## Counting electrons on a k mesh: a copper chain

How many k points must be paid for before the energy of a metallic wire can be used? The numbers below bear on that decision, and they show why the energy can swing from one mesh to the next instead of settling steadily. The cell holds one copper atom, but it isn't bulk copper. The atoms form straight chains with a spacing of 2.238 Å, and the chains stand more than 11 Å apart.

Periodic copper chains at fixed geometry, computed with Ansatz 0.2.0 using PBEsol with D4 dispersion, PAW and no spin polarization. The cutoffs are 420 eV for the waves and 1680 eV for the density, with cold smearing of width 0.1 eV and unshifted k meshes. Energies are free energies, including the smearing term, relative to the 3x12x2 mesh.

| k mesh | energy less reference (meV/atom) |
| --- | --- |
| 1x3x1 | 625.7 |
| 1x5x1 | -69.1 |
| 2x6x1 | -33.6 |
| 2x8x1 | 23.6 |
| 2x10x1 | -9.5 |

The k mesh gives the number of sampling points along the three cell directions, and the middle number belongs to the chain. "Energy less reference" is the energy per atom minus that of the run with the 3x12x2 mesh. The atoms are the same in every row, so a negative value is a sampling error and not a more stable wire. The energy starts far too high with 3 points, lies below the reference with 5 and 6, rises above it with 8 and ends slightly below it with 10.

### A mesh is a ring

An electron in the chain is labelled by k, which here runs from −1/2 to 1/2 and tells how fast the phase of its wave turns from atom to atom. An endless chain allows every k, while a mesh of N points allows only N of them. These are the waves that fit on a closed ring of N atoms. Refining the mesh therefore means replacing a small ring by a larger one, and small rings are sensitive to how their electrons fill the levels.

In the simplest count, copper brings a full d shell and one s electron per atom. Each point has room for two electrons of opposite spin, so the s band is half full, and in the endless chain it is filled from k = 0 out to k = ±1/4. Apart from k = 0 and k = 1/2, the points come in pairs, +k and −k, with equal energy. What matters is whether the last pair to receive electrons ends up full or only partly full.

### Full pairs and open pairs

With 6 points, the six s electrons of the ring fill k = 0 and k = ±1/6 completely. Each point stands for a stretch of k of width 1/6, and the occupied stretches end exactly at 1/4, where they should. In the simple count, the only fault left is that each stretch is represented by its centre. The lower part of a simple s band curves upwards, so the centre lies below the average and the energy comes out somewhat too low. The same holds for 10 points, with shorter stretches and a smaller fault.

With 8 points, the last pair sits at k = ±1/4 and is half filled. Its electrons should be spread over the stretch from 3/16 to 1/4, but the mesh charges all of them the energy at the upper end. In a simple s band this outweighs the gain from the curvature, and the energy comes out too high. Chemists know the pattern from Hückel's rule: rings with 4n + 2 electrons are closed and low in energy, rings with 4n are open and high. The rows with 6, 8 and 10 points follow it in sign. Three rows are a thin test, though, and the table is a selection: runs that failed or met a known fault of the program were left out, as were some with graver warnings, so a mesh that breaks the pattern could be missing.

The 3-point mesh is the extreme case of an open pair. Two of the three s electrons fill k = 0, and the third must go to k = ±1/3, although in the simple count no s electron of the endless chain lies beyond 1/4. That is a third of an electron per atom placed much too high in the band. If the whole error of 625.7 meV is charged to it, each misplaced electron costs about 1.9 eV, a plausible amount for a band several eV wide.

### Checking the filling

The count can be tested without knowing the shape of the band. The calculation blurs the edge between full and empty levels, and this smearing subtracts a term from the energy. For a partly full level, the term depends only on the blurring width and on how full the level is. For the cold smearing used here, with e the base of natural logarithms,

filling = ½[1 + erf(x)] + e^(−x²)/√(2π)

smearing term per spin state = width × (−x) e^(−x²)/√(2π)

where x is the height of the Fermi level, the edge of filling, above the level in question, in units of the width, less 1/√2.

In the 3-point run the pair at ±1/3 holds one electron in four spin states, a filling of 1/4. The first formula then gives x ≈ −0.95, and the second gives 0.1534 of the width. With a width of 100 meV and four spin states shared among three atoms, the term is 0.1534 × 100 meV × 4/3 = 20.45 meV per atom. The run itself gives 20.45 meV. This agreement supports the count for that row: one pair a quarter full, and every other level full or empty. It can't tell by itself whether a level is s or d. The 6-point run agrees too: the count leaves no pair partly full, and the smearing term is practically zero.

The smearing isn't what makes the energies swing. When they are extrapolated to zero width, all five keep their signs, and the 3-point error is still 633 meV.

### Where the simple count fails

The 5-point row breaks the pattern. Its last pair, at k = ±1/5, should be three quarters full, and the s band alone would then put the energy too high. The calculation puts it 69.1 meV too low. The smearing term disagrees as well: the count predicts 7.0 meV and the run gives 3.8 meV.

A likely reason is that the d shell doesn't stay full. The open pair has room for another 0.2 electrons per atom, and it lies lower in the band than the open pairs of the other meshes. In the endless chain that room lies between k = 1/4 and 3/10, but the mesh offers it at the energy of k = 1/5. If some d levels lie above that energy, their electrons can drop into the pair too cheaply, and the total comes out too low. The Fermi level of this run is the lowest of the series, at −5.4 eV. That fits such a transfer but doesn't single it out, since an open pair at k = 1/5 would lie low in the band anyway. The d and s populations weren't printed, so the transfer remains an inference. Functionals of this kind also tend to place copper's d levels too high, which would exaggerate the transfer, and the PAW datasets were made for PBE rather than PBEsol, which may shift those levels a little.

The row with 8 points departs from the count too: it predicts a smearing term of 8.2 meV and the run gives 6.8 meV. The 10-point run gives −5.2 meV, where the count gives 0 if the full levels lie well below the Fermi level. That alone doesn't overturn the count. By the formulas above, a level under cold smearing is already exactly full at a small positive x, where its term is negative, so a mesh with no open pair can settle its Fermi level just above the highest full levels and print a negative term. The kinetic term is clearly lower in the runs with 5 and 8 points and in the reference, which have room in an open pair at or below k = 1/4, than in the runs with 6 and 10 points, which have none. Electrons moving from d to s would be expected to leave that mark, so the 8-point pair may be more than half full. By the same reasoning, the meshes with 6 and 10 points block a transfer that the reference allows, which would be expected to raise them relative to it. The simple count therefore offers a possible reason for the signs of these rows, but not for their sizes.

The reference shows a similar departure. Its 12 points also include k = ±1/4, and a half-filled pair there would give a smearing term of +5.5 meV, whereas the run gives −1.6 meV. A negative term comes from levels that are nearly full or, as cold smearing allows, slightly overfull, so either the pair is much more than half full or other levels lie close to the Fermi level, and the simple picture doesn't hold there either. The reference may thus carry a filling error of its own, and the zero of the table shouldn't be taken as the exact limit.

### When to stop

The runs with 8 and 10 points each lie within 24 meV of the reference, yet they differ from each other by 33.1 meV, which the simple count traces to an open pair in one and a full pair in the other. Meshes of the same kind make a fairer comparison, and from 6 to 10 points the energy still rises by 24.1 meV. The runs with 6, 8 and 10 points share one mesh across the chains, so the changes between them come from the chain direction. The reference has a finer mesh across the chains, so the differences from it aren't purely the effect of the chain direction, though the wide gaps suggest that it dominates. The makers of the data give errors of up to 40 meV per atom for meshes as coarse as these, but that figure comes from their tests on other systems and not from these runs. It is no error bar for this chain, where the 5-point mesh already lies 69.1 meV from the reference. For energy differences of about 10 meV per atom, the series gives no ground for stopping at 10 points; denser meshes of both kinds should first agree with each other.
